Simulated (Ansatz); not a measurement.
# Band gap of cubic CsPbCl₃ under hydrostatic, uniaxial and biaxial strain with PBE, HSE06 and G0W0@PBE

We calculate the fundamental gap of cubic CsPbCl₃ in cells that are compressed or stretched along one, two or three axes, with PBE, HSE06 and G0W0@PBE. The question is whether the change of volume, counted from the unstrained cell, is enough to predict the gap, or whether the direction of the strain matters as well. For a film on a substrate this decides if a measured lattice mismatch can be turned into a shift of the absorption edge through the volume alone. Spin-orbit coupling is off at every level. Because the conduction edge is built on lead 6p states, the gaps can stand too wide by more than one eV, so we use the table for changes with strain and not for the absolute position of the edge.

## Systems and settings

Structures are measured cells from a diffraction database. Ansatz 0.2.0, plane waves with PAW (wavefunction cutoff 420 eV), no spin polarisation. Each strain is applied to the cell (the percentage is the linear strain of the axes named; hydrostatic means all three), the extent of the cell along the other Cartesian axes held, ions relaxed with PBE. Levels, all on every cell: semilocal functionals (gap from a band path, or from the mesh plus edge points), self-consistent hybrids (mesh plus edge points), and one-shot G0W0 by contour deformation with a screening cutoff of 140 eV and empty bands chosen to reach 140 eV, short of the basis limit, its correction on the mesh added to the start's gap over the zone. No spin-orbit coupling. The PAW files of Ansatz are those of its set soft_1.

Notes on method and selection:

- The G0W0 steps are scalar-relativistic: spin-orbit coupling is not in them.
- Where an edge is built on 6p states of lead, the gap without spin-orbit coupling can stand too wide by tenths of an eV, in lead halide perovskites by over one eV.
- Perovskites in Pm-3m are ideal cubic cells; many, halides above all, are cubic only on average, and local tilts or off-centring can widen the gap.
- Band edges were sought on the mesh and at the high-symmetry points alone; a valley that lies between them, or moves off them under strain, can be missed.
- Runs that did not converge, have known faults or may not be shown are not listed, and runs on Ansatz's PAW sets soft_1 and soft_2 are kept to separate tables.

Columns:

- volume change (%): change of the cell volume from the unstrained cell.
- edges: k points of the valence and conduction edge (symmetry labels, or fractions of the reciprocal vectors of the cell).
- gap (eV): fundamental gap over the zone.

Input lines of one member:

```
kpoints:
  mp_grid: { grid: [4, 4, 4] }
  band_path:
    path: [[0.0, 0.0, 0.0], [0.0, 0.5, 0.0], [0.5, 0.5, 0.0], [0.5, 0.5, 0.5]]
    npoints: 1
hamiltonian:
  xc: pbe
  pseudopotentials: { kind: paw, azcp: { folder: soft_1 } }
scf:
  occupations: { method: fermi_dirac, width: 0.02 }
  n_extra_bands: 5
output:
  eigenvalues: true
  forces: true
  stress: true
```

Command (options for logging and memory left out): `ansatz run input.yaml --threads 2 --backend cuda --devices 1 --max-vram 13GiB`

## Numbers

| member | level of theory | volume change (%) | edges | gap (eV) |
| --- | --- | --- | --- | --- |
| hydrostatic −3 % | PBE | −8.73 | R to R | 1.47 |
| uniaxial z −1.5 % | PBE | −1.50 | R to R | 1.83 |
| biaxial xy −0.5 % | PBE | −1.00 | R to R | ? |
| uniaxial x +1 % | PBE | 1.00 | R to R | 1.93 |
| hydrostatic +3 % | PBE | 9.27 | R to R | 2.28 |
| hydrostatic −3 % | HSE06 | −8.73 | R to R | 2.19 |
| uniaxial z −1.5 % | HSE06 | −1.50 | R to R | 2.57 |
| biaxial xy −0.5 % | HSE06 | −1.00 | R to R | ? |
| uniaxial x +1 % | HSE06 | 1.00 | R to R | 2.69 |
| hydrostatic +3 % | HSE06 | 9.27 | R to R | 3.07 |
| hydrostatic −3 % | G0W0@PBE | −8.73 | (-0.5, -0.5, -0.5) to (-0.5, -0.5, -0.5) | 2.56 |
| uniaxial z −1.5 % | G0W0@PBE | −1.50 | (-0.5, -0.5, -0.5) to (-0.5, -0.5, -0.5) | 3.05 |
| biaxial xy −0.5 % | G0W0@PBE | −1.00 | (-0.5, -0.5, -0.5) to (-0.5, -0.5, -0.5) | ? |
| uniaxial x +1 % | G0W0@PBE | 1.00 | (-0.5, -0.5, -0.5) to (-0.5, -0.5, -0.5) | 3.20 |
| hydrostatic +3 % | G0W0@PBE | 9.27 | (-0.5, -0.5, -0.5) to (-0.5, -0.5, -0.5) | 3.66 |

Cells marked ? are withheld until the estimate has been made.

Least-squares fits to the members shown, with x = volume change (%); R² and errors in the fitted variable (y, or ln y where the fit is in ln y):

| y | level of theory | members | fit | R² | rms residual | leave-one-out rms | the same for the mean of the others |
| --- | --- | --- | --- | --- | --- | --- | --- |
| gap (eV) | PBE | 4 | y = 1.877 + 0.04482 x | 1.00 | 0.015 | 0.041 | 0.38 |
| gap (eV) | HSE06 | 4 | y = 2.630 + 0.04879 x | 1.00 | 0.013 | 0.037 | 0.42 |
| gap (eV) | G0W0@PBE | 4 | y = 3.117 + 0.06094 x | 1.00 | 0.023 | 0.068 | 0.52 |

## The trend and its physics

At each level the gap widens as the cell grows. Between the two hydrostatic cells the G0W0@PBE gap rises by (3.66 − 2.56) / (9.27 + 8.73) = 0.0611 eV per percent of volume, and the PBE gap by (2.28 − 1.47) / (9.27 + 8.73) = 0.0450 eV per percent.

Bonding theory gives the sign. The valence edge at R is an antibonding mixture of lead 6s and chlorine 3p. Longer Pb–Cl bonds weaken the overlap and lower this edge. The conduction edge, mainly lead 6p, is also lowered, but less, so the gap opens. The steeper G0W0 slope means that the correction to PBE grows from 2.56 − 1.47 = 1.09 eV in the smallest cell to 3.66 − 2.28 = 1.38 eV in the largest. Weaker screening at a wider gap is a likely reason.

Volume accounts for most of the spread. The straight line for G0W0@PBE has a leave-one-out error of 0.068 eV, against 0.52 eV for the mean of the other members, though with only four members the two large hydrostatic strains dominate that test.

For small strains volume is not enough. With PBE and HSE06 the unstrained cell has a slightly wider gap than the cell stretched by 1 % along x, although its volume is smaller. By the PBE slope, the stretch should have widened the gap by about 0.045 eV. The HSE06 runs use a coarser k mesh than the others, so their gaps are compared only with one another.

The missing part has the sign expected from a splitting of the conduction edge. In the cubic cell without spin-orbit coupling, the three lead 6p states at R are degenerate. Unequal axes split them, and the state along the relatively longest axis falls, which narrows the gap whether the strain is a stretch or a compression.

In the real material spin-orbit coupling already separates these p states by far more than such strains do. The narrowing should then be much weaker at small strain, and volume a better predictor than it is here. Local tilts, absent from the ideal cubic cell, could alter the response too.

## Blind estimate

Plain estimates from the members shown:

- biaxial xy −0.5 % (G0W0@PBE), fit at x = −1.00: 3.06 eV
- biaxial xy −0.5 % (G0W0@PBE), straight-line interpolation between uniaxial z −1.5 % and uniaxial x +1 %: w = (−1.00 − (−1.50)) / (1.00 − (−1.50)) = 0.200, so 3.05 + 0.200 × (3.20 − 3.05) = 3.08 eV

The straight-line fit (3.06 eV) and the interpolation (3.08 eV) both ignore how the strain is shared among the axes. We therefore use gap = E₀ + a·x − b·d. Here x is the volume change in percent, and d is the strain of the relatively longest axis minus the mean strain of the three axes, also in percent.

The hydrostatic pair gives a = 0.0611 eV per percent. For E₀, the unstrained gap, we take the 3.20 eV of the cell stretched along x, since the two gaps nearly coincide with PBE and HSE06. That cell has x = 1.00 and d = 1 − 1 / 3 = 0.667, so b = 0.0611 / 0.667 = 0.0916 eV per percent.

The cell compressed by 1.5 % along z was not used to set these constants and serves as a test. It has d = 0.500, which gives 3.20 − 1.50 × 0.0611 − 0.500 × 0.0916 = 3.06 eV, against 3.05 eV in the table. The same procedure gives 1.83 eV with PBE (table 1.83) and 2.58 eV with HSE06 (table 2.57).

For the biaxial cell the unstrained z axis is the relatively longest, and the other two are shortened by 0.5 %, so d = (0.5 + 0.5) / 3 = 0.333. The estimate is 3.20 − 1.00 × 0.0611 − 0.333 × 0.0916 = 3.11 eV.

The test misses by about 0.01 eV at most. We widen the error to 0.02 eV because E₀ is inferred from the behaviour at the other two levels.

**Committed estimate, biaxial xy −0.5 % (G0W0@PBE): gap = 3.11 ± 0.02 eV.**

## Result

| member | level of theory | volume change (%) | edges | gap (eV) |
| --- | --- | --- | --- | --- |
| biaxial xy −0.5 % | PBE | −1.00 | R to R | 1.87 |
| biaxial xy −0.5 % | HSE06 | −1.00 | R to R | 2.62 |
| biaxial xy −0.5 % | G0W0@PBE | −1.00 | (-0.5, -0.5, -0.5) to (-0.5, -0.5, -0.5) | 3.10 |

| member | estimate | gap (eV) | computed | estimate − computed | miss in error bars |
| --- | --- | --- | --- | --- | --- |
| biaxial xy −0.5 % (G0W0@PBE) | committed | 3.11 | 3.10 | +0.01 | 0.5 |
| biaxial xy −0.5 % (G0W0@PBE) | fit | 3.06 | 3.10 | −0.04 |  |
| biaxial xy −0.5 % (G0W0@PBE) | interpolation | 3.08 | 3.10 | −0.02 |  |

The computed gap is 3.10 eV. Our 3.11 ± 0.02 eV is 0.01 eV too high, inside its error bar and closer than the interpolation (0.02 eV too low) or the straight-line fit (0.04 eV too low). With constants found in the same way, the formula gives 1.93 − 1.00 × 0.0450 − 0.333 × 0.0450 / 0.667 = 1.86 eV with PBE and 2.62 eV with HSE06, against 1.87 and 2.62 eV computed.

We inferred E₀ for this estimate, though we need not have. The unstrained cell was also run with G0W0@PBE, and we neither listed that run nor used it. Its gap lies slightly below that of the cell stretched along x, whereas with PBE and HSE06 it lies slightly above. So 3.20 eV is a little too high for E₀, and b, which was set from it, is a little too large. The two errors partly cancel in the estimate.

The shape term is needed all the same. With G0W0@PBE, too, the stretch along x widens the gap by far less than the 0.061 eV expected from volume. Without the term the estimate would have been 3.20 − 0.061 = 3.14 eV. The term also accounts for the miss of the interpolation, whose two end cells are more distorted: their weighted d is 0.200 × 0.667 + (1 − 0.200) × 0.500 = 0.533, against 0.333 here, and 0.200 × 0.0916 = 0.02 eV. This agrees with a split lead 6p edge, though the gaps alone do not identify the orbitals.

Neglected shape does not explain why the straight-line fit is too low. Its line already carries the average narrowing of the four cells it was fitted to, 0.0916 × (0.667 + 0.500) / 4 = 0.027 eV, which is close to the 0.333 × 0.0916 = 0.031 eV of the biaxial cell. The fit misses mainly because the gap does not follow volume linearly.

## Residuals

Least-squares fits to the whole series, with x = volume change (%); R² and errors in the fitted variable (y, or ln y where the fit is in ln y):

| y | level of theory | members | fit | R² | rms residual | leave-one-out rms | the same for the mean of the others |
| --- | --- | --- | --- | --- | --- | --- | --- |
| gap (eV) | PBE | 5 | y = 1.885 + 0.04463 x | 0.99 | 0.020 | 0.048 | 0.32 |
| gap (eV) | HSE06 | 5 | y = 2.637 + 0.04860 x | 1.00 | 0.019 | 0.046 | 0.35 |
| gap (eV) | G0W0@PBE | 5 | y = 3.126 + 0.06073 x | 0.99 | 0.027 | 0.070 | 0.44 |

Largest departures from the fit to the whole series:

| member | level of theory | gap (eV) | fit | computed − fit | in rms residuals |
| --- | --- | --- | --- | --- | --- |
| biaxial xy −0.5 % | HSE06 | 2.62 | 2.59 | +0.03 | 1.6 |
| biaxial xy −0.5 % | PBE | 1.87 | 1.84 | +0.03 | 1.5 |
| hydrostatic −3 % | G0W0@PBE | 2.56 | 2.60 | −0.04 | 1.3 |
| biaxial xy −0.5 % | G0W0@PBE | 3.10 | 3.07 | +0.03 | 1.3 |

No member lies more than 1.6 rms residuals from its line, but the signs form a pattern. With G0W0@PBE the two hydrostatic cells fall below the line, by 0.04 eV at −3 % and 0.03 eV at +3 %, while the three cells with small strains lie above it.

The likeliest reason is that the gap gains less per percent of volume as the cell grows. With 3.20 eV for the unstrained cell, the slope is (3.20 − 2.56) / 8.73 = 0.073 eV per percent from the smallest cell to the unstrained one, and (3.66 − 3.20) / 9.27 = 0.050 eV per percent from there to the largest. All three cells are cubic, so shape plays no part in this comparison. The computed unstrained gap is slightly lower than 3.20 eV, which makes the contrast a little smaller but does not remove it. Orbital overlap that fades with bond length would act in this direction.

The biaxial cell is 0.03 eV above the line at every level. Its distortion is the smallest of the three non-cubic cells, so it loses least to the splitting of the conduction edge.

## Summary

Volume gives the broad trend, but for small strains the shape of the cell counts too. For the axial strains in the table, 1.5 % at most, the G0W0@PBE gap is close to 3.20 + 0.0611·x − 0.0916·d. Here 3.20 eV is the gap of the cell stretched along x, standing in for the unstrained gap. The unlisted run of the unstrained cell gives a slightly lower value, so both 3.20 and 0.0916 are a little too large. The formula misses the cell compressed along z and the biaxial cell by about 0.01 eV, while the three small-strain gaps in the table scatter by 0.06 eV about their mean. It should not be carried to large strains, since it overshoots both hydrostatic cells by 0.11 eV.

For a film compressed by 0.5 % in the plane with its thickness held, the formula gives a narrowing from the unstrained cell of 0.0611 + 0.333 × 0.0916 = 0.09 eV, about a third of it from shape. A free film would also expand along its normal, which changes both terms.

Spin-orbit coupling would lower the gaps by roughly one eV or more, about as much as the whole spread of the G0W0@PBE gaps, and should weaken the shape term.

[Logs are printed without paths, hosts, clocks, repeated set-up lines and the standing remarks that a program may print on its own settings, such as how far it seeks lower states.]
